**Cutoff convergence of a Troullier-Martins phosphorus pseudo-atom: smooth fits against the Bessel spectrum of the pseudo-waves**

The table holds the excess of the lowest s, p, d and f pseudo-atom levels over their 400 Ry values, and the occupation-weighted sum, for P$^{1.5+}$ (ld1.x, PBE, non-relativistic) at cutoffs from 10 to 300 Ry. The program fits three smooth decay laws to each of the s, p and d levels and then tests a model with nothing fitted to the table, the integral of $(q^2-\varepsilon)u(q)^2$ above the cutoff wave number, with $u(q)$ the Bessel transform of the run's 3s and 3p pseudo-waves. The s and p levels depart from their best smooth fits by factors of about 0.6 to 1.8, the d level by 0.7 to 1.2 up to 100 Ry. The transform has nodes or near-zero minima near 19, 61 and 122 Ry (s) and 15 and 77 Ry (p), where the levels stall or slow, and it matches the table within 0.1 mRy from 60 Ry up. It is too high at 50 Ry and below, by just over 20% at 10 Ry.

Calculated values. ld1.x 7.5, non-relativistic PBE: separable norm-conserving Troullier-Martins pseudopotential for P, [Ne] core, reference 3s2 3p1.5 (charge +1.5), radii 1.2 (s, local), 1.3 (p) and 1.05 bohr (d), no core correction. Errors and excesses are pseudo-atom levels in spherical Bessel functions (20 bohr box, fixed reference potential) less their values at 400 Ry.

## Program and output

```python
# Table: basis-set excess (mRy) of pseudo-atom levels vs Bessel cutoff, P(+1.5), ld1.x, PBE, non-relativistic, Troullier-Martins.
# Tested: smooth decay fits, and excess = integral over q > sqrt(cutoff) of (q^2 - eps) u(q)^2 from the run's pseudo-waves.
T = {
    'cutoff': [10, 15, 21, 30, 40, 50, 60, 80, 100, 140, 200, 300],  # Ry
    'sum_of_levels_error': [163.3, 109.2, 104.0, 81.61, 36.49, 13.56, 7.94, 5.005, 1.59, 0.635, 0.155, 0.02],  # mRy
    'lowest_p_level_excess': [21.87, 21.52, 21.41, 19.09, 11.85, 4.43, 1.4, 0.51, 0.26, 0.05, 0.01, 0.0],  # mRy
    'lowest_d_level_excess': [52.48, 39.35, 28.93, 20.59, 11.9, 6.44, 3.55, 0.98, 0.18, 0.0, 0.0, 0.0],  # mRy
    'lowest_s_level_excess': [65.27, 38.44, 35.96, 26.49, 9.36, 3.46, 2.92, 2.12, 0.6, 0.28, 0.07, 0.01],  # mRy
    'lowest_f_level_excess': [0.02, 0.01, 0.01, 0.0, 0.0, 0.0, 0.0, 0.0, 0.0, 0.0, 0.0, 0.0],  # mRy
}
import numpy as np
from scipy.integrate import solve_ivp, cumulative_trapezoid
from scipy.optimize import minimize_scalar
from scipy.special import spherical_jn
from scipy.signal import argrelmin
E = np.array(T['cutoff'], float); qc = np.sqrt(E); tot = np.array(T['sum_of_levels_error'], float)
X = {c: np.array(T['lowest_%s_level_excess' % c], float) for c in 'spdf'}
dev = np.abs(tot - 2*X['s'] - 1.5*X['p'])
half = np.maximum(0.5*10**(np.floor(np.log10(tot))-3), 0.0005)  # half a unit of the last printed digit of the sum
print("max |sum - 2s - 1.5p| = %.3f mRy at %d Ry (rounding of sum there %.3f); level rounding 0.005; largest f excess %.2f mRy"
      % (dev.max(), E[dev.argmax()], half[dev.argmax()], X['f'].max()))
print("s share of sum (%): " + " ".join("%d:%.0f" % (e, 200*s/t) for e, s, t in zip(E[:11], X['s'], tot)))
forms = {'exp(-k q)': qc, 'exp(-k Ec)': E, 'Ec^-k': np.log(E)}; S = {}; var = {}
for c in 'spd':
    m = X[c] >= 0.05; y = np.log(X[c][m])
    fit = {n: np.polyfit(x[m], y, 1) for n, x in forms.items()}
    rms = {n: np.std(y - np.polyval(fit[n], forms[n][m])) for n in forms}
    b = min(rms, key=rms.get); S[c] = np.exp(np.polyval(fit[b], forms[b]))
    sl = -np.diff(y)/np.diff(E[m]); var[c] = sl.max()/sl.min(); w = X[c][m]/S[c][m]
    print(c, "rms of ln residual:", ", ".join("%s %.2f (k %.3f)" % (n, rms[n], -fit[n][0]) for n in forms), "; best", b)
    print("   table/smooth %.2f (%d Ry) to %.2f (%d Ry); max/min local ln slope %.1f; smooth on rows <0.05 mRy: " %
          (w.min(), E[m][w.argmin()], w.max(), E[m][w.argmax()], var[c])
          + " ".join("%d Ry %.3f" % (e, s) for e, s in zip(E[~m], S[c][~m])))
# typed from further outputs of the same run: pseudo-waves at r = 0.13 n bohr (3p sign flipped), levels (Ry), radii
U = {'s': [.0694, .1344, .1923, .2447, .3005, .3737, .4751, .5973, .7076, .7809, .8185, .8268, .8123],
     'p': [.0185, .0688, .1368, .2072, .2721, .3353, .4067, .4919, .5819, .6571, .7086, .7382, .7492]}
eps = {'s': -2.08671, 'p': -1.4046}; L = {'s': 0, 'p': 1}; rc = {'s': 1.2, 'p': 1.3}
h = 0.13; r = h*np.arange(1, 108); q = np.arange(0.02, 20.001, 0.02)
Z = {c: -r[11]/2*((U[c][10]-2*U[c][11]+U[c][12])/h**2/U[c][11] - L[c]*(L[c]+1)/r[11]**2 + eps[c]) for c in 'sp'}
Z0 = np.mean(list(Z.values()))
print("effective charge at 1.56 bohr from wave curvature: s %.3f, p %.3f" % (Z['s'], Z['p']))
def tail(b, c):
    f = lambda x, y: [y[1], (L[c]*(L[c]+1)/x**2 - 2*(1.5+(Z0-1.5)*np.exp(-(x-r[11])/b))/x - eps[c])*y[0]]
    t = solve_ivp(f, [r[-1], r[10]], [1e-8, -1e-8*np.sqrt(-eps[c])], t_eval=r[10:][::-1], rtol=1e-8, atol=1e-14).y[0][::-1]
    return t*np.dot(t[:3], U[c][10:])/np.dot(t[:3], t[:3])
M = {}; G = {}
for c in 'sp':
    o = minimize_scalar(lambda b: np.sum((tail(b, c)[:3]-U[c][10:])**2), bounds=(0.4, 15), method='bounded')
    u = np.concatenate([U[c], tail(o.x, c)[3:]]); qr = np.outer(q, r)
    uq = np.sqrt(2/np.pi)*h*(qr*spherical_jn(L[c], qr)) @ u
    g = 1000*(q**2-eps[c])*uq**2; cum = cumulative_trapezoid(g, q, initial=0)
    M[c] = cum[-1]-np.interp(qc, q, cum); G[c] = np.interp(qc, q, g)*np.pi/20
    d = np.diff([0]+U[c])
    print("%s tail length %.2f bohr, join misfit %.5f, norm %.4f; rise per 0.13 bohr: min %.4f, then max %.4f" %
          (c, o.x, np.sqrt(o.fun/3), h*np.sum(u**2), d[2:7].min(), d[5:].max()))
    i = [k for k in argrelmin(g, order=10)[0] if 2 < q[k] < 15]
    print("   weight minima, q (Ry; mRy bohr): " + ", ".join("%.2f (%.0f; %.3f)" % (q[k], q[k]**2, g[k]) for k in i))
    print("   spacings in q: " + " ".join("%.2f" % x for x in np.diff(q[i])) + " ; pi/radius %.2f 1/bohr" % (np.pi/rc[c]))
rat = lambda c, k: "%5.2f" % (X[c][k]/S[c][k]) if X[c][k] >= 0.05 else "    -"
print("Ec/Ry q | s: table, transform, diff, one-function step (mRy), table/smooth | p: same | d table/smooth")
for k in range(len(E)):
    print("%4d %5.2f | " % (E[k], qc[k]) + " | ".join("%6.2f %6.2f %+6.2f %5.2f %s" %
          (X[c][k], M[c][k], M[c][k]-X[c][k], G[c][k], rat(c, k)) for c in 'sp') + " | " + rat('d', k))
for c in 'sp':
    m = X[c] >= 0.05; lr = np.log(M[c][m]/X[c][m]); w = np.argmax(np.abs(lr))
    print("%s transform: rms ln residual %.2f, worst row %d Ry, transform/table %.2f" % (c, np.sqrt(np.mean(lr**2)), E[m][w], np.exp(lr[w])))
R = {c: (X[c][:-1]-X[c][1:])/np.diff(qc) for c in 'spd'}; RM = {c: (M[c][:-1]-M[c][1:])/np.diff(qc) for c in 'sp'}
print("drop per unit q (mRy bohr): interval | s table, transform | p table, transform | d table, d step/drop")
for k in range(10):
    print("%3d-%3d | %6.2f %6.2f | %6.2f %6.2f | %6.2f %s" % (E[k], E[k+1], R['s'][k], RM['s'][k], R['p'][k], RM['p'][k],
          R['d'][k], "%.2f" % (np.pi/20/(qc[k+1]-qc[k])) if R['d'][k] > 0 else "-"))
print("d rate 21-30 Ry over 30-40 Ry %.2f; s local exponent in Ec, 100-200 Ry %.1f, 140-200 Ry %.1f (argued envelope 4.5)" % (R['d'][2]/R['d'][3],
      np.log(X['s'][8]/X['s'][10])/np.log(E[10]/E[8]), np.log(X['s'][9]/X['s'][10])/np.log(E[10]/E[9])))
assert np.all(dev <= half + 1e-9) and all(np.all(np.diff(X[c]) <= 0) for c in 'spdf')
assert R['s'][1] < min(R['s'][0], R['s'][3])/4 and R['s'][6] < R['s'][7] and R['p'][1] < R['p'][4]/10
assert var['d'] < 2.5 < min(var['s'], var['p'])
```

Running it gives:

```
max |sum - 2s - 1.5p| = 0.045 mRy at 10 Ry (rounding of sum there 0.050); level rounding 0.005; largest f excess 0.02 mRy
s share of sum (%): 10:80 15:70 21:69 30:65 40:51 50:51 60:74 80:85 100:75 140:88 200:90
s rms of ln residual: exp(-k q) 0.28 (k 0.644), exp(-k Ec) 0.54 (k 0.037), Ec^-k 0.50 (k 2.309) ; best exp(-k q)
   table/smooth 0.61 (50 Ry) to 1.69 (30 Ry); max/min local ln slope 9.5; smooth on rows <0.05 mRy: 300 Ry 0.008
p rms of ln residual: exp(-k q) 0.53 (k 0.765), exp(-k Ec) 0.38 (k 0.052), Ec^-k 0.86 (k 2.363) ; best exp(-k Ec)
   table/smooth 0.59 (60 Ry) to 1.76 (40 Ry); max/min local ln slope 134.9; smooth on rows <0.05 mRy: 200 Ry 0.002 300 Ry 0.000
d rms of ln residual: exp(-k q) 0.44 (k 0.788), exp(-k Ec) 0.19 (k 0.061), Ec^-k 0.70 (k 2.229) ; best exp(-k Ec)
   table/smooth 0.71 (100 Ry) to 1.21 (60 Ry); max/min local ln slope 2.2; smooth on rows <0.05 mRy: 140 Ry 0.022 200 Ry 0.001 300 Ry 0.000
effective charge at 1.56 bohr from wave curvature: s 2.900, p 2.900
s tail length 1.64 bohr, join misfit 0.00001, norm 0.9982; rise per 0.13 bohr: min 0.0524, then max 0.1222
   weight minima, q (Ry; mRy bohr): 4.32 (19; 0.000), 7.82 (61; 0.000), 11.04 (122; 0.000), 13.98 (195; 0.000)
   spacings in q: 3.50 3.22 2.94 ; pi/radius 2.62 1/bohr
p tail length 1.66 bohr, join misfit 0.00000, norm 0.9921; rise per 0.13 bohr: min 0.0632, then max 0.0900
   weight minima, q (Ry; mRy bohr): 3.90 (15; 0.001), 8.80 (77; 0.000), 11.70 (137; 0.000), 14.22 (202; 0.000)
   spacings in q: 4.90 2.90 2.52 ; pi/radius 2.42 1/bohr
Ec/Ry q | s: table, transform, diff, one-function step (mRy), table/smooth | p: same | d table/smooth
  10  3.16 |  65.27  80.00 +14.73 16.14  0.93 |  21.87  26.51  +4.64  0.98  0.68 |  0.84
  15  3.87 |  38.44  41.84  +3.40  2.27  0.87 |  21.52  25.66  +4.14  0.00  0.87 |  0.85
  21  4.58 |  35.96  39.51  +3.55  0.47  1.29 |  21.41  25.49  +4.08  0.16  1.18 |  0.91
  30  5.48 |  26.49  27.36  +0.87  3.40  1.69 |  19.09  21.51  +2.42  1.35  1.69 |  1.12
  40  6.32 |   9.36  10.40  +1.04  2.35  1.03 |  11.85  12.12  +0.27  1.87  1.76 |  1.19
  50  7.07 |   3.46   3.81  +0.35  0.56  0.61 |   4.43   4.59  +0.16  1.17  1.11 |  1.19
  60  7.75 |   2.92   2.99  +0.07  0.00  0.80 |   1.40   1.31  -0.09  0.40  0.59 |  1.21
  80  8.94 |   2.12   2.06  -0.06  0.26  1.26 |   0.51   0.53  +0.02  0.00  0.61 |  1.14
 100 10.00 |   0.60   0.59  -0.01  0.12  0.70 |   0.26   0.29  +0.03  0.05  0.88 |  0.71
 140 11.83 |   0.28   0.28  +0.00  0.02  1.07 |   0.05   0.05  +0.00  0.00  1.36 |     -
 200 14.14 |   0.07   0.06  -0.01  0.00  1.18 |   0.01   0.01  +0.00  0.00     - |     -
 300 17.32 |   0.01   0.01  +0.00  0.00     - |   0.00   0.00  +0.00  0.00     - |     -
s transform: rms ln residual 0.09, worst row 10 Ry, transform/table 1.23
p transform: rms ln residual 0.11, worst row 10 Ry, transform/table 1.21
drop per unit q (mRy bohr): interval | s table, transform | p table, transform | d table, d step/drop
 10- 15 |  37.75  53.69 |   0.49   1.20 |  18.47 0.22
 15- 21 |   3.49   3.29 |   0.16   0.24 |  14.68 0.22
 21- 30 |  10.59  13.58 |   2.59   4.45 |   9.32 0.18
 30- 40 |  20.22  20.02 |   8.54  11.08 |  10.26 0.19
 40- 50 |   7.90   8.82 |   9.94  10.08 |   7.31 0.21
 50- 60 |   0.80   1.22 |   4.49   4.86 |   4.28 0.23
 60- 80 |   0.67   0.78 |   0.74   0.66 |   2.14 0.13
 80-100 |   1.44   1.39 |   0.24   0.23 |   0.76 0.15
100-140 |   0.17   0.17 |   0.11   0.13 |   0.10 0.09
140-200 |   0.09   0.10 |   0.02   0.02 |   0.00 -
d rate 21-30 Ry over 30-40 Ry 0.91; s local exponent in Ec, 100-200 Ry 3.1, 140-200 Ry 3.9 (argued envelope 4.5)
```
